**Q:** I measure the ultraviolet absorption of 2-silylfuran, a furan ring with an SiH₃ group. The calculation lists six excited singlets. Can I estimate such numbers with pencil and paper?

**A:** For some of them, yes, once you have sorted the states by where the excited electron goes.

Vertical singlet excitations of 2-silylfuran in the gas phase, calculated with PySCF 2.14.0 using full linear-response TDDFT (no Tamm-Dancoff approximation) at the PBE0/aug-cc-pVDZ level, with density fitting and the core orbitals frozen in the response, at the GFN2-xTB geometry. The last two columns name the orbital pair with the largest weight in each state.

```csv
row,singlet state,singlet energy (eV),singlet oscillator strength,singlet exciton size (Å),singlet orbital overlap lambda,singlet main from,singlet main to
1,1,5.670,0.002,4.420,0.260,HOMO,LUMO+1
2,2,5.790,0.317,3.000,0.760,HOMO,LUMO
3,3,6.160,0.005,5.130,0.220,HOMO,LUMO+2
4,4,6.340,0.014,5.430,0.210,HOMO,LUMO+3
5,5,6.370,0.002,4.950,0.210,HOMO,LUMO+4
6,6,6.530,0.000,4.260,0.260,HOMO,LUMO+6
```

In every row the electron leaves the same orbital, the highest occupied π orbital of the ring. The orbital overlap lambda says how far the old and new orbitals share the same space. Row 2, with 0.76, is the only state whose electron stays in the ring's own π system, and it is the only bright one. In the other five lambda is at most 0.26: the electron has moved into a large, thin cloud with little density in the place it came from, which weakens the transition. The near-symmetry of the ring can weaken it further, because contributions from the two halves partly cancel.

**Q:** Why should a thin cloud be easier to estimate than a compact one?

**A:** Because from far away the details of the molecule fade. An electron a few ångström outside the ring sees mainly one positive charge, the hole it left behind. That is nearly a hydrogen atom, and such states are called Rydberg states. To excite one, you pay the ionisation energy and get back the energy with which the positive ring still holds the electron.

The correction comes from the inner part of the cloud. Where it dips into the molecule, the electron feels more than one unit of charge and is held more tightly than in hydrogen. An s cloud dips in more than a p cloud, and a d cloud hardly at all. The lowest diffuse state should therefore be s-like, with p-like ones next.

**Q:** And the formula?

**A:** The excitation energy is

$$E = I - \frac{13.6\ \text{eV}}{n^{*2}}, \qquad n^* = 3-\delta .$$

Here $I$ is the ionisation energy, and 3 is the first shell outside the valence shell of carbon and oxygen. The quantum defect $\delta$ expresses the tighter binding. I use rough recalled values: 8.9 eV for the ionisation energy of furan itself, and defects of 0.9 for s, 0.6 for p and 0.1 for d. Nothing is fitted to the table.

**Q:** The table also has an exciton size. Does the same picture give that?

**A:** It does, with the same $n^*$. The exciton size is the root-mean-square distance between electron and hole. For a hydrogen-like cloud with angular momentum $l$ (0 for s, 1 for p, 2 for d), the mean square radius in bohr² is

$$\langle r^2\rangle = \frac{n^{*2}}{2}\left[5n^{*2}+1-3l(l+1)\right].$$

The hole is spread over the ring. A ring radius of 1.2 Å and a carbon 2p cloud of about 1.0 Å combine to $\sqrt{1.2^2+1.0^2}\approx 1.6$ Å. If electron and hole are centred on the same spot and move independently, the size is the square root of the sum of the two squared spreads.

**Q:** Show me one from start to finish.

**A:** Take row 1 as the 3s state. Then $n^*=3-0.9=2.1$, the binding is $13.6/2.1^2\approx 3.1$ eV, and the excitation energy is $8.9-3.1=5.8$ eV. The calculation gives 5.67 eV.

For the size, $\langle r^2\rangle=(2.1^2/2)(5\times 2.1^2+1)\approx 51$ bohr². The root is 7.1 bohr, or 3.8 Å. With the hole added, $\sqrt{3.8^2+1.6^2}\approx 4.1$ Å, against a computed 4.42 Å.

**Q:** That may be your best case. Try a harder one.

**A:** Row 3, taken as a 3p state, has the largest energy miss of the states for which the rule is meant. Now $n^*=2.4$, the binding is $13.6/2.4^2\approx 2.4$ eV, and the estimate is 6.5 eV against 6.16 eV.

The mean square radius is $(2.4^2/2)(5\times 2.4^2+1-6)\approx 69$ bohr², which makes a cloud of 4.4 Å. With the hole the size is 4.7 Å, against 5.13 Å. The p cloud is held less tightly than the s cloud, so it lies higher in energy and reaches further out. The calculation shows both changes.

**Q:** How far can I trust the rule?

**A:** It is meant for rows 1, 3 and 5, where the electron cloud stays centred near the ring. There the estimated energies are too high by 0.15 to 0.4 eV, and the sizes too small by 6 to 9% of the computed size. Three states are a small sample. Simply using the average of their computed energies would leave a scatter of 0.29 eV, hardly worse than the rule's typical miss of 0.25 eV. The rule's merit is that it needs no computed energy and gives a size as well. Picking out these three rows, though, took the computed overlap and the computed shift between electron and hole. The output below the text lists each estimate.

**Q:** Why are the energies always too high on those three?

**A:** I can't settle that from this table. PBE0 is known to place Rydberg states too low, because its potential fades too quickly far from the molecule, and that would give the observed sign. My inputs are no sharper, though: a defect larger by 0.1 lowers the 3s estimate by 0.3 eV. The basis set, with only one diffuse shell for each angular momentum, may also leave the computed energies and sizes of such wide clouds unconverged. A fuller basis would be expected to lower those energies, though, and so to widen the gap. With errors of this size, neither the rule nor the calculation can tell you whether row 1 really lies below the bright state, only 0.12 eV away.

**Q:** Could I avoid the recalled ionisation energy and use the computed energy of the highest occupied orbital?

**A:** That fails badly here. With its sign reversed, that orbital energy is 6.67 eV, and the estimate for row 1 drops 2.1 eV below the computed value. You could force agreement by raising $n^*$ to 3.7, but the electron cloud would then have a spread of 11.5 Å, while the calculation finds 4.1 Å. Having two quantities from one $n^*$ exposes the error. In PBE0 the highest occupied level lies well above minus the ionisation energy, so it is a poor stand-in for it. This also limits what the good energy for row 1 proves. Measured from its own threshold of 6.67 eV, the calculation binds that electron by only 1.0 eV, so it doesn't confirm the 3.1 eV found by hand.

**Q:** What happens if I use the rule on the bright state?

**A:** It breaks down. Treated as a 3p cloud standing upright on the ring, row 2 comes out 0.7 eV too high and more than half too large. Its electron sits among the ring atoms, where there is no distant point charge to speak of. For its size you can at least set a rough lower mark: an electron as compact as the hole gives $\sqrt2\times1.56\approx2.2$ Å, against a computed 3.00 Å. In this table a strong absorption is the warning sign, since the only bright state is also the only one with a large orbital overlap.

**Q:** Row 4 is dark, and the 3p energy fits it well. Is it a 3p state too?

**A:** Its energy would persuade you, as the estimate is only 0.2 eV too high. But the same calculation puts about half of the electron on silicon and separates the centres of electron and hole by 3.2 Å. The size hints at the problem: 4.7 Å by hand against 5.43 Å computed.

Symmetry also urges caution. All five diffuse states have transition dipoles pointing out of the ring plane. Of the three 3p clouds, only the two that lie in the plane can give that, so rows 3, 4 and 5 can't all be pure 3p states. Rows 4 and 5 are both mainly mixtures of LUMO+3 and LUMO+4, which the single labels in the table hide. In row 4 the shift points towards silicon and is about as long as the distance from the ring's centre to that atom, so the cloud is centred near the silyl group and not on the ring.

**Q:** Can the size of row 4 be repaired?

**A:** Yes, by adding the shift as a third square. The ring radius plus a silicon–carbon bond of about 1.9 Å gives 3.1 Å, and $\sqrt{4.7^2+3.1^2}\approx5.6$ Å, close to the computed size. I knew from the calculation that the electron had moved, so this is a repair and not a prediction.

**Q:** And row 6?

**A:** The next simple candidate is a 3d cloud, and it fails on both counts: 0.75 eV too high and 1.4 Å too large. The computed electron is more compact than that and leans towards silicon. The state also lies only 0.14 eV below 6.67 eV, where an electron in this calculation starts to become free, so its energy deserves little trust in any case.

**Q:** What would change if I moved to a related ring, say pyrrole?

**A:** Pyrrole gives up an electron more easily than furan. The binding of a distant electron depends on $n^*$ and hardly on the ring, so the diffuse states should move down by about as much as the ionisation energy does, with little change in size. The bright ππ* state need not follow, because its energy is decided inside the ring.

The analysis program printed:

```
Energy by hand (eV), rows 2 and 6 are trials:
  row   n*  binding  estimate  computed    miss
    1  2.1    3.085     5.815      5.67  0.1448
    2  2.4    2.362     6.538      5.79  0.7479
    3  2.4    2.362     6.538      6.16  0.3779
    4  2.4    2.362     6.538      6.34  0.1979
    5  2.4    2.362     6.538      6.37  0.1679
    6  2.9    1.618     7.282      6.53  0.7522
Size by hand (angstrom), rows 2 and 6 are trials:
  row  electron by hand  electron computed  size by hand  size computed     miss
    1             3.773              4.084         4.083           4.42  -0.3368
    2             4.381              2.447         4.651              3    1.651
    3             4.381              4.895         4.651           5.13  -0.4787
    4             4.381               4.05         4.651           5.43  -0.7787
    5             4.381              4.616         4.651           4.95  -0.2987
    6             5.431              3.343         5.651           4.26    1.391
Hole spread by hand (angstrom): 1.562
Mean computed hole spread (angstrom): 1.783
Rms energy miss, rows 1 3 5 (eV): 0.253
Rms scatter of these energies about their own mean (eV): 0.2933
Rms size miss, rows 1 3 5 (angstrom): 0.3794
Fall of 3s energy if its defect is 0.1 larger (eV): 0.3162
Row 1 energy miss with minus HOMO as ionisation energy (eV): -2.09
n* that minus HOMO would need for row 1: 3.697
Electron spread from that n* (angstrom): 11.52
Row 2 size if electron is as compact as hole (angstrom): 2.209
Row 4 size by hand with ring-to-silicon shift added (angstrom): 5.59
Largest error of adding squares of computed parts (angstrom): 0.08248
```
